**Why is ferromagnetic Co stiffer in denser structures, and what goes wrong with simple cubic under compression?**

I scaled the volume of Co in three structures with BLYP. Volume scale 1 is the relaxed cell: 17.14 Å³ an atom for diamond, 13.44 for simple cubic, 11.56 for omega. Omega builds up pressure fastest, which I put down to packing, though I can't say by what mechanism. Simple cubic confuses me: squeezing to 0.88 costs 88.0 meV, about the 88.8 of diamond, while stretching to 1.12 costs 66.1 against 55.1. What is going on?

Co in uniformly scaled relaxed cells, computed with Ansatz 0.2.0 (BLYP, scalar-relativistic plane-wave PAW, 420 eV). The k meshes are 12×12×12 for diamond (labelled an antiferromagnetic start, but set up with parallel spins), 12×12×17 for omega and 15×15×15 for simple cubic (ferromagnetic starts). Energies are at zero smearing, relative to scale 1; pressures, positive in compression, are at 0.05 eV Fermi-Dirac smearing.

| volume scale | energy change, diamond (meV/atom) | pressure, diamond (GPa) | largest site moment, diamond (μB) | energy change, omega (AlB2-type) (meV/atom) | pressure, omega (AlB2-type) (GPa) | largest site moment, omega (AlB2-type) (μB) | energy change, simple cubic (meV/atom) | pressure, simple cubic (GPa) | largest site moment, simple cubic (μB) |
| --- | --- | --- | --- | --- | --- | --- | --- | --- | --- |
| 0.88 | 88.8 | 14.69 | 1.58 | 120.9 | 31.41 | 1.64 | 88.0 | 19.60 | 1.64 |
| 0.92 | 36.8 | 9.05 | 1.67 | 49.4 | 18.49 | 1.68 | 36.2 | 11.51 | 1.74 |
| 0.96 | 8.5 | 4.09 | 1.71 | 11.4 | 8.20 | 1.71 | 8.9 | 5.33 | 1.84 |
| 1.00 | 0.0 | 0.03 | 1.74 | 0.0 | 0.00 | 1.74 | 0.0 | -0.17 | 1.88 |
| 1.04 | 7.1 | -3.17 | 1.76 | 9.9 | -6.50 | 1.76 | 9.0 | -4.86 | 1.91 |
| 1.08 | 26.3 | -5.69 | 1.79 | 36.5 | -11.62 | 1.79 | 32.0 | -8.55 | 1.93 |
| 1.12 | 55.1 | -7.68 | 1.81 | 76.3 | -15.66 | 1.81 | 66.1 | -11.48 | 1.95 |

**Answer**

Each energy column counts from its own relaxed cell, so the columns compare stiffness, not stability; in absolute energy simple cubic lies 0.54 and diamond 0.86 eV/atom above omega. Structures that high may be dynamically unstable; the runs hold them in their symmetry and leave out zero-point motion, so B here describes uniform scaling of an ideal lattice, not necessarily a phase that could exist. All three end ferromagnetic. For diamond this is no switch of order: the records label the start antiferromagnetic, but the input files give both atoms the same spin, so the moments began parallel and stayed so. These runs therefore don't test whether an antiferromagnetic state of diamond would lie lower.

The bulk modulus B = −V dP/dV follows from the rows at 0.96 and 1.04. For omega, (8.20 + 6.50)/0.08 = 184 GPa; simple cubic gives 127 and diamond 91.

*Packing.* Under uniform scaling V ∝ d³ for any bond length d, so dE/dV = E′·d/(3V), and at the minimum

B = V d²E/dV² = d²E″/(9V),

with E″ the curvature of the energy per atom against d. If every bond were the same spring, E″ would be proportional to the coordination number Z, which is 4, 6 and, averaged over the three atoms of omega's cell, 12. Calibrated on diamond, that gives 197 GPa for simple cubic and 528 for omega, so the numbers exclude it. E″ instead comes out at 17.5, 17.0 and 18.3 eV/Å², and the stiffness per bond drops from 8.76 to 3.05 eV/Å².

Second-moment tight-binding theory argues why. Repulsion adds pair by pair, but the d-band width grows only as √Z:

E(d) = Z·A·exp(−pd) − √Z·ξ·exp(−qd), p > q.

Setting E′ = 0 gives d = const + ln Z/[2(p − q)]: more neighbours, longer bonds, as in 2.23, 2.38 and 2.55 Å here. Substituting back gives E″ = pq·E_coh, and the binding energy E_coh varies as Z to the power (p − 2q)/[2(p − q)], which is zero at p = 2q and 1/4 at p = 3q. An atom shares a nearly fixed amount of bonding among more and weaker bonds. B is then governed by the geometry, d²/V. From diamond to omega B doubles (2.02): 1.48 comes from the smaller volume and 1.37 from B·V, most of which is (2.554/2.233)² = 1.31.

One common E″, the mean of the three, reproduces each tabulated B within 4%, but three points prove little, and omega has three bond lengths. Its shortest, 2.32 Å, would give 22.2 eV/Å² in place of 18.3. The safe statement is that E″ changes by tens of per cent at most while Z triples. A rise of that order is what 0.86 eV on a cohesive energy of roughly 4 to 5 eV (recalled) suggests.

*The irregular rows.* Divide each pressure step by omega's step between the same scales. Above scale 1 the ratio is steady, 0.49 for diamond and 0.72 for simple cubic: all three follow one curve with different B. Below 1 the simple cubic ratio falls to 0.67, 0.60 and 0.63, and that of diamond to 0.48 and then 0.44 in its last two steps. The moment columns change pace at nearly the same places: 0.10 μB per step below 0.96 in simple cubic, 0.09 below 0.92 in diamond, 0.02 to 0.04 in every other step.

Theory ties the two together. A moment M moves electrons from minority to majority levels. That costs band energy E_kin and gains exchange energy I·M²/4, with I the Stoner parameter, an intra-atomic quantity nearly independent of volume. E_kin scales with the d-band width, which goes as d⁻⁵, or V^(−5/3), so it pushes outward with P·V = (5/3)E_kin. Self-consistency demands dE_kin/d(M²) = I/4, and therefore

V·δP = (5/12)·I·δ(M²).

A magnet that sheds moment as it is squeezed loses part of its outward pressure and looks soft.

To test the size, omega's pressure was scaled linearly onto each structure using the rows from 1.00 up and carried into compression. Take simple cubic at 0.88, a row outside that fit. The scaled curve gives 0.722 × 31.41 − 0.17 = 22.51 GPa; the table has 19.60, a deficit of 2.91 GPa, 13% of the scaled value. M² changes from scale 1 by 1.64² − 1.88² = −0.845 μB², omega's by 1.64² − 1.74² = −0.338, an excess of −0.507. With I ≈ 1 eV (rough, recalled) and V = 0.88 × 13.44 = 11.83 Å³, δP = (5/12)(−0.507)/11.83 eV/Å³ = −2.9 GPa. The row at 0.92 agrees as well, 1.63 against 1.67. Such closeness is partly luck, since I is rough and omega is an imperfect yardstick: it loses moment itself, and its shape is frozen (32.06 GPa in plane, 30.13 along c at 0.88). Subtracting its moment loss whole is a simplification too: the scaled curve carries that loss with weight 0.722 × 13.44/11.56 = 0.84, which raises the estimate for simple cubic at 0.88 to 3.2 GPa. The estimate gives only half of the 0.42 GPa deficit at 0.96 and predicts +0.21 GPa at 1.04, where the fit leaves none; two-decimal moments blur it by about 0.1 GPa. The printed analysis below has all rows.

This answers your energy puzzle. The energy per atom at a given scale goes mainly with B·V, not B, and there simple cubic leads diamond by only a tenth (10.68 against 9.71 eV). In expansion it costs 20 to 27% more than diamond, about twice that lead, for two reasons. The onset already lowers the central B of simple cubic, 127 GPa against 133 on the scaled curve, which fits its low E″; the pressure curves above scale 1 put the lead in B·V at 15%. Most of the rest comes from the leftover pressure of simple cubic at scale 1, −0.17 GPa, which adds about 0.6 meV at 1.04 and 1.7 meV at 1.12. Under compression that leftover pressure works the other way, taking about 1.7 meV off at 0.88, and simple cubic hardens too slowly (B′ = dB/dP of about 3.5 in Birch-Murnaghan fits, 4.75 for omega), so diamond catches up.

Diamond needs more care. Its deficit of 0.80 GPa at 0.88 looks close to the estimate (0.86, but 1.3 with omega's loss weighted as above), yet its zero-smearing energy shows hardly any softening: B′ is 4.7 from energies and 4.1 from pressures. Energy and integrated pressure part by 1.9 meV at 0.88, and this is the entropy term, which grows from 16.8 to 24.1 meV per two-atom cell (half of the change, per atom, is 1.8 meV). Of the gap, 1.9 − 0.5 = 1.4 meV arises over the last step of 0.69 Å³, about 0.3 GPa against a mean deficit near 0.4. Much of the diamond feature thus belongs to the smearing, and what is left falls well short of the magnetic estimate, so diamond does not support its size. In simple cubic the two agree within 0.4 meV in compression, so the softening is in both, though agreement does not show that the k mesh is converged.

The entropy term measures the density of states at the Fermi level, and its rise in compressed diamond, where broader bands alone would lower it, suits the standard picture: while the majority d band is full the moment is pinned by electron count and creeps; once its top reaches the Fermi level the moment falls quickly. The sign is not decisive, since omega's term rises too, if only from 17.8 to 19.6 meV per three-atom cell, while its moment creeps. That simple cubic follows this picture, and earlier than diamond, is a guess. The table shows coincidence and size; only fixed-moment runs would isolate the cause.

*Neighbours.* Close-packed Co, with Z = 12, should sit near omega. Nonmagnetic Rh or Ir should keep the order of B and, if moment loss is the cause here, show steadier step ratios below scale 1. Ni, with a small M², has little magnetic pressure to lose; Fe, whose majority band is not full in the bcc metal, might be soft over a wider range, though in open structures with large volumes that band may fill. BLYP tends to give transition metals too large a volume and too low a B, here on datasets made for PBE; a functional with smaller volumes could move scale 1 towards the moment loss and so change the apparent B′ near the minimum, but it would also alter the exchange splitting, so this needs its own runs.

Output of the analysis:

```
scales 0.88 0.92 0.96 1.00 1.04 1.08 1.12 | rounding 0.005 GPa, 0.05 meV, 0.005 muB
dia B central 90.7; BM(P) x0 1.0014 B 87.6 B' 4.13; BM(E) x0 1.0006 B 89.5 B' 4.68 (GPa)
  resid P GPa -0.11 0.19 0.05 -0.10 -0.11 -0.03 0.10 | resid E meV -0.07 0.23 -0.16 -0.12 0.09 0.10 -0.07
  E + int P dV, meV 1.9 0.5 0.0 0.0 0.1 0.1 0.2
sc B central 127.4; BM(P) x0 0.9980 B 123.8 B' 3.64; BM(E) x0 0.9981 B 124.8 B' 3.34 (GPa)
  resid P GPa 0.04 -0.17 0.17 0.08 -0.13 -0.09 0.09 | resid E meV 0.02 -0.17 0.45 -0.41 -0.05 0.27 -0.11
  E + int P dV, meV 0.1 -0.2 0.4 0.0 0.3 0.5 0.9
om B central 183.7; BM(P) x0 1.0001 B 181.2 B' 4.75; BM(E) x0 0.9999 B 182.2 B' 4.76 (GPa)
  resid P GPa -0.03 0.04 0.03 -0.02 -0.04 -0.01 0.03 | resid E meV -0.02 0.05 -0.00 -0.08 0.02 0.05 -0.03
  E + int P dV, meV 0.3 0.1 0.0 0.0 0.2 0.3 0.5
omega distances A 2.320 2.480 2.631 mean 2.554
dia Z 4 d 2.233 A BV 9.71 eV E'' 17.5 per bond 8.76 eV/A^2; B/B(dia) 1.00; const-E'' B 91 GPa (+0.5%)
sc Z 6 d 2.377 A BV 10.68 eV E'' 17.0 per bond 5.67 eV/A^2; B/B(dia) 1.40; const-E'' B 132 GPa (+3.5%)
om Z 12 d 2.554 A BV 13.26 eV E'' 18.3 per bond 3.05 eV/A^2; B/B(dia) 2.02; const-E'' B 177 GPa (-3.7%)
mean E'' 17.6; omega with shortest d 22.2 eV/A^2
equal bond springs from diamond, B GPa: 91 197 528
power law B~V^-1.75, model error % -2.4 6.5 -3.8
om/dia: B x2.02 = 1/V x1.48 times BV x1.37
dia P steps GPa 5.64 4.96 4.06 3.20 2.52 1.99 | /omega 0.437 0.482 0.495 0.492 0.492 0.493
  M steps muB 0.09 0.04 0.03 0.02 0.03 0.02 | M(1)-M(0.88) 0.16, E(0.88)/E(1.12) 1.61
sc P steps GPa 8.09 6.18 5.50 4.69 3.69 2.93 | /omega 0.626 0.601 0.671 0.722 0.721 0.725
  M steps muB 0.10 0.10 0.04 0.03 0.02 0.02 | M(1)-M(0.88) 0.24, E(0.88)/E(1.12) 1.33
om P steps GPa 12.92 10.29 8.20 6.50 5.12 4.04 | /omega 1.000 1.000 1.000 1.000 1.000 1.000
  M steps muB 0.04 0.03 0.03 0.02 0.03 0.02 | M(1)-M(0.88) 0.10, E(0.88)/E(1.12) 1.58
dia P = 0.492 P_om +0.03 GPa; implied B 90 GPa (table +0.3%)
  P deficit GPa   -0.80 -0.08 0.02 -0.00 -0.00 0.00 -0.00 | at 0.88 -5.2%
  Stoner dP GPa   -0.86 -0.14 0.00 0.00 0.00 0.00 0.00 | misfit 0.05 0.06 0.02 -0.00 -0.00 0.00 -0.00
  excess dM^2 muB^2 -0.19 -0.03 0.00 0.00 0.00 0.00 0.00 | V dP/dM^2 eV, x<1: 0.39 0.24
  rounding of dM^2 about 0.02 rms = 0.08 GPa
sc P = 0.722 P_om -0.17 GPa; implied B 133 GPa (table -4.0%)
  P deficit GPa   -2.91 -1.67 -0.42 -0.00 0.00 0.01 -0.01 | at 0.88 -12.9%
  Stoner dP GPa   -2.86 -1.63 -0.23 0.00 0.21 0.06 0.09 | misfit -0.05 -0.04 -0.19 -0.00 -0.21 -0.06 -0.09
  excess dM^2 muB^2 -0.51 -0.30 -0.05 0.00 0.04 0.01 0.02 | V dP/dM^2 eV, x<1: 0.42 0.43 0.75
  rounding of dM^2 about 0.02 rms = 0.10 GPa
Stoner value (5/12) I = 0.42 eV/muB^2; ratios skip rows with zero dM^2
dia 0.88 with cell moments: excess dM^2 -0.15, V dP/dM^2 0.49 eV
omega dM^2 1->0.88: site mean -0.337, largest site -0.338
above omega, eV/atom: sc 0.54 dia 0.86
sc residual pressure as volume shift -0.13%
```
